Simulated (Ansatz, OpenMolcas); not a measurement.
## Abstraction of Br: CH2BrF + GeH3 → CH2F + GeH3Br

Species: CH2BrF (bromofluoromethane) `FCBr`, singlet; GeH3 `[GeH3]`, doublet; CH2F `[CH2]F`, doublet; GeH3Br `[GeH3][Br]`, singlet. A radical takes Br: the energy is the difference in strength between the C–Br bond broken and the Ge–Br bond made.

Shapes, held fixed at every level: PBE0-D4/def2-TZVP. Programs: Ansatz 0.2.0, OpenMolcas 26.06. The zero-point and thermal change to 298 K, harmonic and unscaled (PBE0-D4/def2-TZVP), is -4.0 kJ/mol.

(1) Estimate ΔH(298 K) of this reaction.

Answers

(1) The highest level, CCSD(T)/def2-TZVPP, gives ΔH(298 K) = -58.6 kJ/mol; the levels span -92.4 to -51.7. The column of differences is taken from that level and isn't an error. No measured value is set beside it here. Open shells run unrestricted unless RO is named. Relativity is left out for Br, Ge unless named. Correlated rows may include outer-core shells of Br, Ge, which these sets cover unevenly.

```json
{"level": "HF/def2-SVP", "kind": "Hartree–Fock", "ΔH(298 K) (kJ/mol)": "-92.4", "less CCSD(T)/def2-TZVPP": "-33.8"}
{"level": "B3LYP/6-31G* (spherical functions)", "kind": "global hybrid", "ΔH(298 K) (kJ/mol)": "-51.7", "less CCSD(T)/def2-TZVPP": "+6.9"}
{"level": "BHLYP-D4/def2-TZVPP", "kind": "global hybrid", "ΔH(298 K) (kJ/mol)": "-73.3", "less CCSD(T)/def2-TZVPP": "-14.7"}
{"level": "r2SCAN0-D4/def2-TZVPP", "kind": "global hybrid", "ΔH(298 K) (kJ/mol)": "-69.0", "less CCSD(T)/def2-TZVPP": "-10.4"}
{"level": "B2PLYP/def2-TZVPP", "kind": "double hybrid", "ΔH(298 K) (kJ/mol)": "-61.0", "less CCSD(T)/def2-TZVPP": "-2.4"}
{"level": "MP2/def2-TZVPP", "kind": "perturbation theory", "ΔH(298 K) (kJ/mol)": "-55.7", "less CCSD(T)/def2-TZVPP": "+2.9"}
{"level": "CCSD(T)/def2-SVP", "kind": "coupled cluster or CI", "ΔH(298 K) (kJ/mol)": "-59.6", "less CCSD(T)/def2-TZVPP": "-1.0"}
{"level": "CCSD(T)/def2-TZVPP", "kind": "coupled cluster or CI", "ΔH(298 K) (kJ/mol)": "-58.6", "less CCSD(T)/def2-TZVPP": "0.0"}
```

Bromine transfer from carbon to germanium is exothermic at every level, with CCSD(T)/def2-TZVPP giving -58.6 kJ/mol, so the Ge–Br bond formed is stronger than the C–Br bond broken. Germanium is more electropositive than carbon, which makes its bond to bromine more polar and adds ionic stabilisation. Its larger size also eases repulsion with the bromine lone pairs. Fluorine π-donation into the singly occupied orbital of CH2F probably helps by weakening the C–Br bond.

Hartree–Fock exaggerates the driving force, at -92.4 kJ/mol. This suggests that correlation contributes more to the compact, more covalent C–Br bond than to Ge–Br, so omitting it penalises the reactant side. MP2 and B2PLYP recover most of this imbalance and lie close to coupled cluster. The CCSD(T) value barely moves between the two basis sets, though this may partly reflect cancellation between the two bonds rather than convergence. The exothermicity establishes the thermodynamic preference, but not how fast the abstraction is or whether it outcompetes hydrogen or fluorine transfer.
